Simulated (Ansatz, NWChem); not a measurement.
**C2H3F3 (1,1,2-trifluoroethane): a line through the functionals**

C2H3F3 has 8 atoms, charge 0, and is taken as a singlet. As SMILES, `FCC(F)F`. Geometry: relaxed at PBE0-D4/def2-TZVP. This is one conformer, not always the lowest.

The HOMO–LUMO gap y, in eV, basis def2-SVP; a is the functional's share of exact exchange. Programs: Ansatz 0.2.0, NWChem 7.3.0.

| functional | program | a | y (eV) |
| --- | --- | --- | --- |
| TPSS | NWChem | 0 | 8.98 |
| revPBE | Ansatz | 0 | 8.59 |
| B3LYP | Ansatz | 0.2 | 11.00 |
| PBE0 | Ansatz | 0.25 | 11.59 |
| r2SCAN0 | Ansatz | 0.25 | ? |
| BHLYP | Ansatz | 0.5 | 14.27 |

Problem. Fit y = c + s·a to the known rows and predict r2SCAN0.

Solution. 
1. Means of the 5 rows: a = 0.1900, y = 10.886.
2. Σ(Δa)² = 0.172, Σ(Δa·Δy) = 1.8908, so the slope is 1.8908/0.172 = 10.993.
3. Intercept: 10.886 − (10.993) × 0.1900 = 8.797. The largest residual of the fit is 0.21.
4. r2SCAN0: 8.797 + (10.993) × 0.25 = 11.55 eV.

The run gave 12.20 eV, so the prediction is off by -0.65 eV, more than the largest residual. Exact exchange lowers occupied levels and raises empty ones. The rows mix families of semi-local functionals, which the line can't see.

The gap widens with the share of exact exchange in every row, and the near-linear rise reflects how differently the exchange operator treats the two frontier levels. An occupied orbital has its self-repulsion cancelled in proportion to the admixture, while an empty one increasingly feels the field of all the electrons, as an added electron would. The gap therefore moves from a Kohn–Sham-like difference towards one between ionisation and attachment energies, and shouldn't be read as an optical excitation energy.

At the same exchange fraction, r2SCAN0 lies well above PBE0, so the miss doesn't contradict the exchange trend. It probably comes from the semi-local part of r2SCAN0, whose dependence on the kinetic-energy density adds an orbital-dependent term to the potential and can open the gap further. The absolute values are less secure than the trend: a small saturated fluorocarbon has no low-lying valence acceptor level, and without diffuse functions its LUMO is probably an artificially confined continuum-like state, which makes the gap too large.
